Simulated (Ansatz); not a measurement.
## How basis sets differ on CH7BO2Si (SMILES BOCO[SiH3])

CH7BO2Si has 12 atoms, charge 0, and is taken as a singlet. SMILES: `BOCO[SiH3]`. The coordinates come from a PBE0-D4/def2-TZVP relaxation. This is one conformer, not always the lowest.

| atom | x (Å) | y (Å) | z (Å) |
| --- | --- | --- | --- |
| B | -0.9938 | 1.1058 | 1.7146 |
| O | -0.9003 | 0.4941 | 0.5201 |
| C | 0.0628 | 0.8802 | -0.4381 |
| O | 1.0570 | -0.0739 | -0.5361 |
| Si | 0.7698 | -1.6561 | -0.9368 |
| H | -0.2746 | 2.0339 | 1.9693 |
| H | -1.8165 | 0.6879 | 2.4738 |
| H | -0.4701 | 0.9920 | -1.3896 |
| H | 0.5255 | 1.8266 | -0.1433 |
| H | -0.2248 | -1.7138 | -2.0424 |
| H | 0.2653 | -2.4368 | 0.2191 |
| H | 2.0767 | -2.1953 | -1.3765 |

Quantity: the dipole moment, in D. The values are calculated.

```json
{"level": "HF/STO-3G", "kind": "Hartree–Fock", "program": "Ansatz", "value (D)": "1.22", "CPU time": "1.9 s"}
{"level": "HF/3-21G", "kind": "Hartree–Fock", "program": "Ansatz", "value (D)": "1.19", "CPU time": "2.7 s"}
{"level": "HF/def2-SVP", "kind": "Hartree–Fock", "program": "Ansatz", "value (D)": "1.08", "CPU time": "9.4 s"}
{"level": "HF/6-311G**", "kind": "Hartree–Fock", "program": "Ansatz", "value (D)": "1.00", "CPU time": "15 s"}
```

The values span 1.00 to 1.22 D. Sets without polarisation functions give poor dipoles. Times are those of the runs behind each value, whatever else they computed, on shared processors of several kinds: orders of magnitude only.

The dipole moment falls steadily along the series, from 1.22 D with STO-3G to 1.00 D with 6-311G**, and both polarised sets lie below both unpolarised ones. The total is a vector sum of strongly polar B–O, C–O and Si–O contributions, the oxygen lone pairs and the hydridic B–H and Si–H bonds, so modest shifts of density in one part of the molecule can change the resultant noticeably. Polarisation functions let the oxygen lone pairs and the density around silicon distort towards the bonding regions, which probably reduces the net charge separation. The closeness of STO-3G and 3-21G is no sign of convergence: a minimal basis usually understates charge transfer in polar bonds, so its larger moment here suggests imperfect cancellation between bond and lone-pair terms rather than greater ionicity. The two polarised sets differ from each other by more than the two unpolarised ones do, so the basis-set limit isn't established. Nor can the decrease be assigned to polarisation alone, since the flexibility of the valence space changes as well.
